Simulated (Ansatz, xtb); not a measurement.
## Ligand exchange: GeH3(CH3) + BH(CH3)(SH) → GeH3(SH) + BH(CH3)2

Species: GeH3(CH3), singlet; BH(CH3)(SH), singlet; GeH3(SH), singlet; BH(CH3)2, singlet. The partners trade CH3 for SH: Ge–CH3 and B–SH bonds give way to Ge–SH and B–CH3.

Shapes, held fixed at every level: PBE0-D4/def2-TZVP. Flexible molecules stand in one conformer, not always the lowest. Programs: Ansatz 0.2.0, xtb 6.7.1, xtb 6.7.1 later snapshot. The zero-point and thermal change to 298 K, harmonic and unscaled (PBE0-D4/def2-TZVP), is -2.7 kJ/mol.

```json
{"level": "GFN0-xTB", "kind": "semi-empirical", "ΔH(298 K) (kJ/mol)": "-96.3", "less CCSD(T)/def2-TZVPP": "-133.3", "CPU time (sum over the molecules)": "0.08 s"}
{"level": "HF/def2-SVP", "kind": "Hartree–Fock", "ΔH(298 K) (kJ/mol)": "+24.9", "less CCSD(T)/def2-TZVPP": "-12.1", "CPU time (sum over the molecules)": "–"}
{"level": "PBE-D4/def2-TZVPP", "kind": "GGA", "ΔH(298 K) (kJ/mol)": "+34.8", "less CCSD(T)/def2-TZVPP": "-2.2", "CPU time (sum over the molecules)": "17 s"}
{"level": "PBE0-D4/def2-TZVPP", "kind": "global hybrid", "ΔH(298 K) (kJ/mol)": "+31.9", "less CCSD(T)/def2-TZVPP": "-5.1", "CPU time (sum over the molecules)": "19 s"}
{"level": "r2SCAN0-D4/def2-TZVPP", "kind": "global hybrid", "ΔH(298 K) (kJ/mol)": "+31.1", "less CCSD(T)/def2-TZVPP": "-5.9", "CPU time (sum over the molecules)": "32 s"}
{"level": "wB97M-V/def2-TZVPP", "kind": "range-separated hybrid", "ΔH(298 K) (kJ/mol)": "+30.3", "less CCSD(T)/def2-TZVPP": "-6.7", "CPU time (sum over the molecules)": "66 s"}
{"level": "CCSD(T)/def2-SVP", "kind": "coupled cluster or CI", "ΔH(298 K) (kJ/mol)": "+44.1", "less CCSD(T)/def2-TZVPP": "+7.1", "CPU time (sum over the molecules)": "15 s"}
{"level": "CCSD/def2-SVP", "kind": "coupled cluster or CI", "ΔH(298 K) (kJ/mol)": "+41.0", "less CCSD(T)/def2-TZVPP": "+4.0", "CPU time (sum over the molecules)": "–"}
{"level": "CCSD(T)/def2-TZVPP", "kind": "coupled cluster or CI", "ΔH(298 K) (kJ/mol)": "+37.0", "less CCSD(T)/def2-TZVPP": "0.0", "CPU time (sum over the molecules)": "3.6 min"}
```

The highest level, CCSD(T)/def2-TZVPP, gives ΔH(298 K) = +37.0 kJ/mol; the levels span -96.3 to +44.1. They disagree on the sign: 8 of 9 are positive. GFN0-xTB strays far from the other rows. The column of differences is taken from that level and isn't an error. No measured value is set beside it here. Relativity is left out for Ge. Outer-core shells of Ge are correlated in most correlated rows, in sets that cover them unevenly. Times are processor times on shared x86 and Arm servers, and rough.

The exchange is endothermic at every level except GFN0-xTB, so sulfur prefers boron and methyl prefers germanium; the coupled-cluster value is +37.0 kJ/mol. The main reason is probably π donation. In BH(CH3)(SH) a sulfur lone pair can delocalise into the empty p orbital of three-coordinate boron, and the methyl group that replaces it offers only weaker hyperconjugation. Tetravalent germanium has no comparable low-lying acceptor, so the new Ge–S bond can't make good the loss. Electronegativity alone would hardly separate the two sites, since boron and germanium are similar in this respect.

In def2-SVP the enthalpy rises from Hartree–Fock through CCSD to CCSD(T), whereas the larger basis lowers the CCSD(T) value. The Hartree–Fock result therefore lies nearer the highest level than it does to CCSD(T) in its own basis, a partial cancellation. The opposite sign from GFN0-xTB probably reflects a poor balance between B–S and Ge–S bonding in its parametrisation. The reaction enthalpy alone doesn't separate the π contribution from differences in σ-bond strength.
